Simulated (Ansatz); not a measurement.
# Al: pressure against volume scale

All results are calculated (Ansatz 0.2.0). Periodic Kohn-Sham DFT of a crystal at fixed atoms, scaled to volume_scale times the given cell; pressure positive in compression, energy less spherical unpolarised free atoms, largest_vzz the field gradient of largest size among the nuclei.

The cell before it is scaled or strained (space group Fm-3m, No. 225):
```
cell vectors (Å)
   0.0000     2.0240     2.0240
   2.0240     0.0000     2.0240
   2.0240     2.0240     0.0000
atoms (fractions of the cell vectors)
Al  0.00000  0.00000  0.00000
```

Settings of every row: method frozen-core PAW; functional PBEsol; relativity scalar; k mesh 14x14x14; filling fermi-dirac; smearing width 0.05 eV; wave cutoff 420 eV; paw set soft_2.

Atom start moment: 0 on all atoms.

Limits: PAW files made with PBE.

| row | volume scale | V (Å³/atom) | pressure (GPa) |
| --- | --- | --- | --- |
| 1 | 0.94 | 15.588 | 3.069 |
| 2 | 0.96 | 15.92 | 1.154 |
| 3 | 0.98 | 16.251 | ? |
| 4 | 0.99 | 16.417 | -1.357 |
| 5 | 1 | 16.582 | -2.106 |
| 6 | 1.01 | 16.749 | -2.812 |
| 7 | 1.02 | 16.915 | -3.475 |
| 8 | 1.04 | 17.246 | -4.677 |
| 9 | 1.06 | 17.578 | -5.729 |

Question: what pressure should row 3 give?

Worked fit of pressure. Take u = (V_r/V)^(2/3) − 1 with V_r = 16.666 Å³ an atom, which is twice the finite (Eulerian) strain; such expansions in the strain, on which the Birch-Murnaghan equation of state is built, carry the rest volume and the bulk modulus. The shown rows have u = 0.04559, 0.031, 0.01009, 0.00337, -0.00331, -0.00984, -0.02255, -0.03489. Least squares give pressure = −2.4649 + 106.216 × u + 350.09 × u² − 377 × u³ GPa; a parabola predicts inner rows, each left out in turn, worse (root mean square 0.0062 against 0.0021 GPa). The rows lie off it by 0.000, 0.001, 0.001, -0.003, 0.001, 0.001, 0.001, 0.000. The pressure vanishes at u = 0.0217, or V = 16.14 Å³ an atom, and there the bulk modulus at fixed shape and fractions is B = −V dP/dV = (2/3)(1 + u) dP/du = 82.3 GPa. The withheld row has u = 0.01695, so the fit gives −2.4649 + 106.216 × (0.01695) + 350.09 × (0.01695)² − 377 × (0.01695)³ = -0.566 GPa.

The calculation gave -0.565 GPa. The fit lies 0.001 GPa (0.011 % of the column's range) below it, one unit of the last digit.
